## The bound-state $g$ factor as a mass derivative of the energy

### Premises and conventions

Atomic units are used ($\hbar=e=4\pi\varepsilon_0=1$, $c=1/\alpha$), but the mass $m$ of the bound particle is kept as a parameter and set to 1 only in the numbers. The particle has charge $-1$ and obeys

$$H=c\,\boldsymbol\alpha\cdot\mathbf p+\beta mc^2+V(r). \tag{1}$$

The premises are these. (i) $V$ is local, central, and multiplies the unit matrix. (ii) $V$ is held fixed when $m$ is varied. (iii) The nucleus is spinless and infinitely heavy. (iv) A uniform field $\mathbf B=B\hat{\mathbf z}$ is treated in first order. (v) Near the origin $V$ is no more singular than $-Z/r$ with $Z\alpha<|\kappa|$.

A bound state is $\psi=r^{-1}(G\,\Omega_{\kappa M},\,iF\,\Omega_{-\kappa M})$ with real $G,F$, the phase choice $\boldsymbol\sigma\cdot\hat{\mathbf r}\,\Omega_{\kappa M}=-\Omega_{-\kappa M}$, and $\int(G^2+F^2)\,dr=1$. Here $j=|\kappa|-\tfrac12$, and the orbital momentum $l$ of $\Omega_{\kappa M}$ satisfies $l(l+1)=\kappa(\kappa+1)$, so $ns_{1/2}$ has $\kappa=-1$. The radial equations are

$$c\left(G'+\frac{\kappa}{r}G\right)=(E-V+mc^2)F,\qquad c\left(F'-\frac{\kappa}{r}F\right)=-(E-V-mc^2)G. \tag{2}$$

Minimal coupling $\mathbf p\to\mathbf p+\mathbf A$ with $\mathbf A=\tfrac12\mathbf B\times\mathbf r$ adds $H_B=\tfrac12 cB\,(\mathbf r\times\boldsymbol\alpha)_z$. The $g$ factor is defined by $\Delta E=g\mu_BBM$ with $\mu_B=1/(2m)$, which makes $g=+2$ for a free Dirac electron. $H_B$ conserves $M$ and parity. Degenerate Coulomb levels of equal $n$ and $j$ have opposite parity, so the first-order shift is the diagonal element:

$$gM=mc\,\langle(\mathbf r\times\boldsymbol\alpha)_z\rangle. \tag{3}$$

### Removing the odd operator

Let $O=\beta\,(\mathbf r\times\boldsymbol\alpha)_z=\beta\,\epsilon_{zjk}r_j\alpha_k$, and commute it with each term of (1). By premise (i), $[V,O]=0$. Since $\beta$ anticommutes with $\alpha_k$ and $\beta^2=1$, $[\beta,O]=2(\mathbf r\times\boldsymbol\alpha)_z$. For the kinetic term, moving $\beta$ to the left turns the commutator into an anticommutator, $[\boldsymbol\alpha\cdot\mathbf p,\beta X]=-\beta\{\boldsymbol\alpha\cdot\mathbf p,X\}$. With $p_lr_j=r_jp_l-i\delta_{lj}$ and $\{\alpha_l,\alpha_k\}=2\delta_{lk}$,

$$\{\alpha_lp_l,\,r_j\alpha_k\}=2r_jp_k-i\alpha_j\alpha_k .$$

Contraction with $\epsilon_{zjk}$, using $\boldsymbol\alpha\times\boldsymbol\alpha=2i\boldsymbol\Sigma$, gives $2L_z+2\Sigma_z$. Hence

$$[H,O]=2mc^2(\mathbf r\times\boldsymbol\alpha)_z-2c\,\beta(L_z+\Sigma_z).$$

In an eigenstate $\langle[H,O]\rangle=0$ if the surface terms vanish. The radial form shows that they do. Multiplying the first of equations (2) by $G$, the second by $F$, and adding removes $E-V$:

$$\frac{d}{dr}\big[r(G^2+F^2)\big]=G^2+F^2-2\kappa(G^2-F^2)+4mc\,rGF .$$

The bracket vanishes at infinity for a bound state, and at the origin at least as fast as $r^{2\gamma+1}$ with $\gamma=\sqrt{\kappa^2-(Z\alpha)^2}$. Thus $4mc\int rGF\,dr=2\kappa\langle\beta\rangle-1$, and the operator identity may be averaged. With $S_z=\Sigma_z/2$, equation (3) becomes

$$gM=\langle\beta\,(L_z+2S_z)\rangle. \tag{4}$$

### Angular reduction

The operator in (4) does not mix upper and lower components. In $\Omega_{\kappa M}$ the projection theorem gives $\langle L_z+2S_z\rangle=g_L M$ with the Landé factor $g_L=1+[j(j+1)+\tfrac34-l(l+1)]/[2j(j+1)]$. Inserting $j(j+1)=\kappa^2-\tfrac14$ and $l(l+1)=\kappa(\kappa+1)$,

$$g_L(\kappa)=\frac{\kappa(\kappa-\frac12)}{j(j+1)},\qquad g_L(-\kappa)=\frac{\kappa(\kappa+\frac12)}{j(j+1)} .$$

With $a=\int G^2dr$ and $b=\int F^2dr$, equation (4) reads $g=a\,g_L(\kappa)-b\,g_L(-\kappa)$. Since $a+b=1$ and $a-b=\langle\beta\rangle$, this is $g=\kappa(\kappa\langle\beta\rangle-\tfrac12)/[j(j+1)]$.

### The mass derivative

By premise (ii), $\partial H/\partial m=\beta c^2$, and the Hellmann–Feynman theorem within the block of fixed $\kappa$ and $M$, where the level is nondegenerate, gives $\partial E/\partial m=c^2\langle\beta\rangle$. Therefore

$$g=\frac{\kappa}{j(j+1)}\left(\frac{\kappa}{c^2}\frac{\partial E}{\partial m}\bigg|_V-\frac12\right). \tag{5}$$

This relation is due to Karshenboim, Lee and Milstein. For $ns$ states $g=\tfrac23+\tfrac43c^{-2}\partial E/\partial m$, and any change of the potential that shifts the level by $\delta E$ shifts $g$ by

$$\delta g=\frac43\,\alpha^2\,\frac{\partial\,\delta E}{\partial m}\bigg|_V . \tag{6}$$

The derivative can be taken by scaling. With $\mathbf r=\mathbf x/m$ the Hamiltonian is $m(c\,\boldsymbol\alpha\cdot\mathbf p_x+\beta c^2)+V(x/m)$, and Hellmann–Feynman in these variables gives

$$m\frac{\partial E}{\partial m}=E-\langle V+rV'\rangle. \tag{7}$$

For $V=-Z/r$ the average vanishes and $\langle\beta\rangle=E/mc^2$. For $1s$, $E/mc^2=\gamma$ and $g=\tfrac23(1+2\gamma)$, Breit's result. For $2s$, $E/mc^2=\mathcal N/2$ with $\mathcal N=\sqrt{2+2\gamma}$, and $g=\tfrac23(1+\mathcal N)$.

If a weak potential $U(r)$ is added to $-Z/r$, the unperturbed functions depend on $r$ only through $mr$, so the first-order shift is $\int U(x/m)\,|\psi_0(\mathbf x)|^2d^3x$, and (6) gives

$$\delta g=-\frac{4\alpha^2}{3m}\langle rU'\rangle_0 . \tag{8}$$

A constant $U$ shifts $E$ but not $g$, as it must.

### Nuclear size correction for $ns$ states

Let the nucleus have radius $R$, with $V=-(Z/R)\,w(\rho)$, $\rho=r/R$, and $w=1/\rho$ for $\rho>1$. Let $(G_0,F_0)$ and $(G,F)$ be the solutions for the point and extended nucleus. Differentiating $GF_0-FG_0$ with (2) and integrating over all $r$ gives the exact relation

$$\delta E\int(GG_0+FF_0)\,dr=\int_0^R\delta V\,(GG_0+FF_0)\,dr,\qquad \delta V=\frac ZR\left(\frac1\rho-w\right).$$

The overlap on the left differs from 1 by a relative amount of order $\delta E$ over a level spacing. On the right only $r<R$ enters. There the second equation (2) contains $E-mc^2$, negligible against $Z/R$, so $F\sim Z\alpha\,G$. The term $2mc^2F$ in the first equation then changes $G$ by a relative amount of order $Z\alpha\,mcR=ZmR$. To this accuracy the short-range functions obey mass-free equations, with $a=Z\alpha$ from here on,

$$\phi_G'-\phi_G/\rho=a\,w\,\phi_F,\qquad \phi_F'+\phi_F/\rho=-a\,w\,\phi_G . \tag{9}$$

For $w=1/\rho$ the solutions are $(1,t)\rho^{\gamma}$ and $(t,1)\rho^{-\gamma}$ with $t=-a/(1+\gamma)$. Write $G_0\to A\,r^\gamma$ at small $r$. The extended-nucleus solution joins the same outer function, so $(G,F)=AR^\gamma\phi$, where $\phi$ is regular at the origin and equals $(1,t)\rho^\gamma+\xi\,(t,1)\rho^{-\gamma}$ outside. Then

$$\delta E=A^2ZR^{2\gamma}I(a),\qquad I=\int_0^1\left(\frac1\rho-w\right)\rho^\gamma(\phi_G+t\phi_F)\,d\rho=\frac{\xi(1-t^2)}{a}. \tag{10}$$

The last form follows by applying the same Wronskian step to (9) and evaluating it at $\rho=1$. Matching the ratio $\tau=\phi_F(1)/\phi_G(1)$ gives $\xi=(\tau-t)/(1-\tau t)$.

$I$ depends on $a$ and on the shape of the charge distribution, not on $m$. All mass dependence sits in $A^2$, and (6) becomes

$$\delta g=\frac43\alpha^2\,\frac{\delta E}{m}\,\frac{\partial\ln A^2}{\partial\ln m}. \tag{11}$$

In the unscreened field of the nucleus the normalised function has the form $G_0=\sqrt m\,f(mr)$, so $A^2\propto m^{2\gamma+1}$ and

$$\delta g=\frac43(2\gamma+1)\frac{\delta E}{mc^2}. \tag{12}$$

**Nonrelativistic limit.** As $a\to0$, $\phi_G\to\rho$, $A^2\to4(mZ/n)^3$, and $ZR^2I\to\int\delta V r^2dr$. Two integrations by parts with Poisson's equation turn this into $Z\langle r^2\rangle/6$ for any charge distribution. Thus $\delta E\to\tfrac23Z^4m^3\langle r^2\rangle/n^3$ and

$$\delta g\to\frac{8}{3n^3}\,\alpha^2Z^4m^2\langle r^2\rangle=\frac{8}{3n^3}(Z\alpha)^4\,\frac{\langle r^2\rangle}{(\hbar/mc)^2}. \tag{13}$$

**Uniform sphere.** Here $w=(3-\rho^2)/2$ and $\langle r^2\rangle=\tfrac35R^2$. Put $\phi_G\propto\rho(1+a^2g_2)$ and $\phi_F\propto af_1+a^3f_3$, and write (9) as $(\rho\phi_F)'=-aw\rho\phi_G$, $(\phi_G/\rho)'=aw\phi_F/\rho$. Successive integration gives $f_1=-\rho^2/2+\rho^4/10$, $g_2=-3\rho^2/8+\rho^4/10-\rho^6/120$, and $f_3(1)=-\int_0^1w\rho^2g_2\,d\rho=491/6930$. With $f_1(1)=-2/5$ and $g_2(1)=-17/60$, $\tau=-\tfrac25a+(\tfrac{491}{6930}-\tfrac{17}{150})a^3$, while $t=-a/2-a^3/8$ to the same order. Then

$$I=\frac1{10}\left[1+\frac{2686}{3465}a^2+O(a^4)\right].$$

**Amplitude for $2s$.** With $x=2mZr/\mathcal N$, equations (2) are solved by

$$G_0=C\sqrt{1+\tfrac{\mathcal N}2}\;x^\gamma e^{-x/2}\Big(\mathcal N-\frac{x}{\mathcal N-1}\Big),\quad F_0=-C\sqrt{1-\tfrac{\mathcal N}2}\;x^\gamma e^{-x/2}\Big(\mathcal N+2-\frac{x}{\mathcal N-1}\Big).$$

Using $2\gamma+1=\mathcal N^2-1$, both squared brackets integrate against $x^{2\gamma}e^{-x}$ to $2\mathcal N\,\Gamma(2\gamma+1)/(\mathcal N-1)$. This fixes $C$ and gives $A^2=(2mZ/\mathcal N)^{2\gamma+1}\mathcal N(\mathcal N-1)(\mathcal N+2)/[8\Gamma(2\gamma+1)]$, so

$$\delta E_{2s}=mZ^2\,\frac{(\mathcal N-1)(\mathcal N+2)}{4\,\Gamma(2\gamma+1)}\left(\frac{2mZR}{\mathcal N}\right)^{2\gamma}I. \tag{14}$$

### A screening potential

For a valence electron in $V=-Z/r+U(r)$, equations (5), (10) and (11) remain valid, because a core potential $U$ is finite and nearly constant over the nucleus and negligible against $Z/R$. Equation (12) does not remain valid. $U$ brings its own length, the core radius, which premise (ii) holds fixed although physically it too scales with the electron mass. Writing $A^2=A_0^2(1+\eta)$, with $\eta$ of first order in $U$,

$$\delta g=\delta g_0\left[1+\eta+\frac{1}{2\gamma+1}\,m\frac{\partial\eta}{\partial m}\right], \tag{15}$$

where $\delta g_0$ is the unscreened value (12).

It suffices to find $\eta$ nonrelativistically, at a relative cost of order $(Z\alpha)^2$ in $\eta$. Let now $x=mZr$, $h_0=-\tfrac12d^2/dx^2-1/x$, $u=U/(mZ^2)$, and let $P_0$ be the normalised radial function with energy $\epsilon_0$. The first-order correction obeys $(h_0-\epsilon_0)P_1=-(u-\bar u)P_0$ with $\bar u=\int P_0^2u\,dx$ and $\int P_0P_1dx=0$, and $\eta=2P_1'(0)/P_0'(0)$. Take any decaying $y$ with $(h_0-\epsilon_0)y=P_0$; it does not vanish at the origin. Green's identity for the pair $(y,P_0)$ gives $\tfrac12y(0)P_0'(0)=-1$, and for $(y,P_1)$ it gives $\tfrac12y(0)P_1'(0)=-\int y\,(u-\bar u)P_0\,dx$. Dividing,

$$\eta=2\int_0^\infty yP_0\,(u-\bar u)\,dx .$$

For $2s$, $P_0=p\,e^{-x/2}/\sqrt2$ with $p=x-x^2/2$. Setting $y=s\,e^{-x/2}/\sqrt2$ yields $s''-s'+2s/x=x^2-2x$, solved by $s=8p\ln x-4+20x-x^3$. With $\int sp\,e^{-x}dx=52-16\gamma_E$ ($\gamma_E$ is Euler's constant), subtraction of $\bar u$ gives $\eta=\mathcal L[u]\equiv\int_0^\infty W u\,e^{-x}dx$, where

$$W=8p^2(\ln x+\gamma_E)-4x-4x^2+16x^3-\tfrac{15}2x^4+\tfrac12x^5 .$$

As a test, $\mathcal L[1/x]=-3$, which is the response of $Z^3$ to a lowering of the charge. Since $u=U(x/mZ)/(mZ^2)$ at fixed $U$, differentiation gives $m\,\partial\eta/\partial m=-\mathcal L[(xu)']$.

### Illustration: the $2s$ electron of $^{28}$Si$^{11+}$

The inputs are $Z=14$, a spinless nucleus, and an approximate rms charge radius of 3.12 fm, modelled as a uniform sphere with $R=\sqrt{5/3}\times3.12\ \text{fm}=4.03$ fm $=7.612\times10^{-5}$ bohr. The screening potential is the electrostatic potential of a frozen $1s^2$ core of hydrogenic orbitals with exponent $Z$,

$$U(r)=2\left[\frac1r-e^{-2Zr}\left(\frac1r+Z\right)\right],$$

treated in first order, which is the leading term of an expansion in $1/Z$.

**Point nucleus.** $Z\alpha=0.102163$, $\gamma=0.994768$, $\mathcal N=1.997382$, $\langle\beta\rangle=0.998691$, and $g=1.998255$.

**Screening.** Here $rU'=2[-1/r+e^{-2Zr}(1/r+2Z+2Z^2r)]$. The nonrelativistic $2s$ averages are $\langle1/x\rangle=\tfrac14$, $\langle e^{-2x}/x\rangle=\tfrac1{36}$, $\langle e^{-2x}\rangle=\tfrac1{81}$ and $\langle xe^{-2x}\rangle=\tfrac2{243}$. They give $\langle U\rangle=\tfrac{34}{81}Z$ and $\langle rU'\rangle=-\tfrac{88}{243}Z$. From (8),

$$\delta g_{\rm scr}=\frac{352}{729}Z\alpha^2=3.60\times10^{-4}.$$

The sign is positive because screening lowers the kinetic energy and moves $\langle\beta\rangle$ toward 1. The second order in $U$ can be sized by a pure charge shift $Z\to Z-\sigma$ in $g-2\simeq-(Z\alpha)^2/6$. Matching the linear term $\sigma Z\alpha^2/3$ requires $\sigma=352/243=1.45$, and the quadratic term is then $-\sigma^2\alpha^2/6=-1.9\times10^{-5}$. The model value is therefore $g=1.9986$, and further digits are not supported.

**Nuclear size, unscreened.** In (14), $2ZR/\mathcal N=1.067\times10^{-3}$, $\Gamma(2\gamma+1)=1.98082$ and $I=0.10081$, so the formula gives $\delta E=1.216\times10^{-5}$ hartree, whose last digit is affected by the neglected relative term of order $ZR=1.1\times10^{-3}$. Equation (12) gives $\delta g_0=2.58\times10^{-9}$. The limit (13) gives $2.37\times10^{-9}$; the ratio 1.09 comes mostly from the factor $(2ZR/\mathcal N)^{2\gamma-2}=1.074$.

**Nuclear size, screened.** Now $u=(2/Z)[1/x-e^{-2x}(1/x+1)]$ and $(xu)'=(2/Z)e^{-2x}(1+2x)$. The moments $M_k=\int x^kW e^{-3x}dx$ follow from $\int_0^\infty x^ne^{-3x}(\ln x+\gamma_E)\,dx=n!\,3^{-n-1}(H_n-\ln3)$, with $H_n$ the harmonic number:

$$M_{-1}=-\tfrac{67}{81}-\tfrac49\ln3,\qquad M_0=-\tfrac{16}{81}\ln3,\qquad M_1=\tfrac{80}{729}-\tfrac{32}{243}\ln3 .$$

Hence

$$\eta=\frac2Z(-3-M_{-1}-M_0)=-\frac{2(176-52\ln3)}{81Z}=-0.210,$$

$$m\frac{\partial\eta}{\partial m}=-\frac2Z(M_0+2M_1)=\frac{2(336\ln3-160)}{729Z}=+0.041 .$$

The derivative is positive because a heavier particle lies deeper inside the fixed core and is screened less. With $2\gamma+1\simeq3$ the bracket in (15) is $0.804$, and

$$\delta g_{\rm size}=2.1\times10^{-9}.$$

The derivative term, absent from (12), contributes $0.035\times10^{-9}$. The second order in $U$ is of similar size: for a pure charge shift, $(1-\sigma'/Z)^3$ has the quadratic term $\eta^2/3=0.015$, or $0.04\times10^{-9}$.

The frozen core also omits the response of the $1s$ orbitals to the nuclear size. The construction above, applied to $P_0=2xe^{-x}$, gives $y=2e^{-x}[x(\ln2x+\gamma_E)-\tfrac12-\tfrac52x+x^2]$, orthogonal to $P_0$, and the orbital changes by $(\delta E_{1s}/Z^2)\,y$ with $\delta E_{1s}=8\,\delta E_{2s}$. For any spherical core $rU'=-Q(r)/r$, with $Q$ the enclosed electron number, so (8) gives $\tfrac43\alpha^2\langle\delta Q/r\rangle$. The radial density of the two core electrons changes by $4P_0y\,\delta E_{1s}/Z^2$, and $\int_x^\infty P_{2s}^2\,dx'/x'=e^{-x}(2+2x-x^2+x^3)/8$. Integrating their product and dividing by the unscreened $4\alpha^2\delta E_{2s}$ gives the relative change $16[52-264\ln(3/2)]/(2187Z)=-0.029$, or $-0.07\times10^{-9}$. The screened size correction thus holds to about one unit in its second digit.

**Conversion.** The unscreened level shift is $0.33$ meV. With $\mu_B/h=13.996$ GHz/T, the model splitting of $M=\pm\tfrac12$ is $27.97$ GHz per tesla, of which screening supplies $5.04$ MHz and the nuclear size $29$ Hz per tesla.

### Range of validity

Equation (5) is exact in $Z\alpha$ and in the strength of $V$ under premises (i)–(v). It holds for a muon as well, with $\mu_B$ built from the muon mass. A potential that contains the electron mass for another reason, such as a core potential or a vacuum-polarisation potential, is admissible only if it is frozen in the derivative. A term $\beta S(r)$ breaks the proof, because $[\beta S,O]=2S(\mathbf r\times\boldsymbol\alpha)_z$ survives, and a nonlocal exchange operator breaks it because it does not commute with $\mathbf r$.

The field must be weak. At 1 T, $\mu_BB=2.13\times10^{-6}$ hartree, against a hydrogenic $2s$–$3s$ spacing of $13.6$ hartree. The second-order shift is equal for $\pm M$ by time reversal and drops out of the splitting, and the squared ratio, $2\times10^{-14}$, indicates the relative order of the third-order term. For $p$ and $d$ levels the fine-structure interval sets the scale instead.

Equation (12) requires $\kappa=-1$, $ZmR\ll1$, and no length in the potential other than $R$. With screening, (11) replaces it. Equation (13) requires in addition $(Z\alpha)^2|\ln(ZmR)|\ll1$.

The $g$ factor of the real ion contains terms outside (1). The free-electron anomaly adds $\alpha/\pi=2.3\times10^{-3}$, more than the screening term. Two interelectronic terms are of the same order $Z\alpha^2$ as $\delta g_{\rm scr}$. One is exchange with the core. The $1s$–$2s$ overlap charge inside $x$ is $q=(\sqrt2/3)x^3e^{-3x/2}$, so the exchange integral is $Z\int q^2x^{-2}dx=\tfrac{16}{729}Z$, a fraction $0.052$ of $\langle U\rangle$, which suggests about $1.9\times10^{-5}$ in $g$. The other is the diamagnetic current of the core. Each core shell of radius $r'$ holding $dQ$ electrons rotates rigidly in the field. It reduces the field uniformly inside itself by the fraction $\alpha^2dQ/(3r')$, as in Lamb's shielding formula, and outside itself it adds a dipole field with zero angular average. Since $\int_r^\infty dQ/r'=(rU)'$, the change is $-\tfrac23\alpha^2\langle(rU)'\rangle=-\tfrac{28}{729}Z\alpha^2=-2.9\times10^{-5}$. Nuclear recoil is of order $(Z\alpha)^2m/M_N=2\times10^{-7}$ for a nuclear mass $M_N$ of about 28 u. All of these exceed the size correction of $2.1\times10^{-9}$, which is therefore meaningful only as one additive contribution to $g$.